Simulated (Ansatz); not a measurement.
# Ligand exchange: CHBr2F + In(CH3)2I → CHBr2I + In(CH3)2F

Gas-phase species: CHBr2F (dibromofluoromethane) `FC(Br)Br`, singlet; In(CH3)2I, singlet; CHBr2I `BrC(Br)I`, singlet; In(CH3)2F, singlet. The partners trade F for I: C–F and In–I bonds give way to C–I and In–F.

Shapes, held fixed at every level: PBE0-D4/def2-TZVP. Programs: Ansatz 0.2.0. The zero-point and thermal change to 298 K, harmonic and unscaled (PBE0-D4/def2-TZVP), is -3.7 kJ/mol.

Task: Estimate ΔH(298 K) of this reaction.

Result: The highest level, CCSD(T)/def2-TZVPP, gives ΔH(298 K) = +59.3 kJ/mol; the levels span +50.7 to +73.6. The column of differences is taken from that level and isn't an error. No measured value is set beside it here. For atoms past krypton def2 sets carry core potentials with scalar relativity. Relativity is left out for Br. Outer-core shells of Br, I, In are correlated, in sets that cover them unevenly.

```tsv
level	kind	ΔH(298 K) (kJ/mol)	less CCSD(T)/def2-TZVPP
SPW92/def2-TZVPP	LDA	+73.6	+14.3
PBE-D4/def2-TZVPP	GGA	+60.1	+0.8
r2SCAN-D4/def2-TZVPP	meta-GGA	+70.1	+10.8
PBE0-D4/def2-TZVPP	global hybrid	+72.2	+12.9
MP2/def2-SVP	perturbation theory	+69.6	+10.3
MP2/def2-TZVPP	perturbation theory	+50.7	-8.6
CCSD/def2-TZVPP	coupled cluster or CI	+63.9	+4.6
CCSD(T)/def2-TZVPP	coupled cluster or CI	+59.3	0.0
```

Every level makes the exchange endothermic, so fluorine stays on carbon and iodine on indium. Electronegativity difference alone would predict the opposite, since In–F is the most polar of the four bonds. The likely reason is that carbon loses more than indium gains: its compact valence orbitals overlap well with fluorine but poorly with the diffuse orbitals of iodine, while indium's larger orbitals tolerate iodide better. Donation from fluorine lone pairs into the C–Br antibonding orbitals, along with crowding of iodine beside two bromines, probably adds to the preference.

The sign is secure, the magnitude less so. MP2 falls from +69.6 to +50.7 kJ/mol on enlarging the basis, perhaps because the smaller set describes the strongly polar In–F bond poorly, and the coupled-cluster values have no such basis check. PBE-D4's closeness to CCSD(T) is therefore weak evidence of accuracy. The result applies to monomers; association of the organoindium fluoride through fluorine bridges in condensed phases could shift the balance towards products.
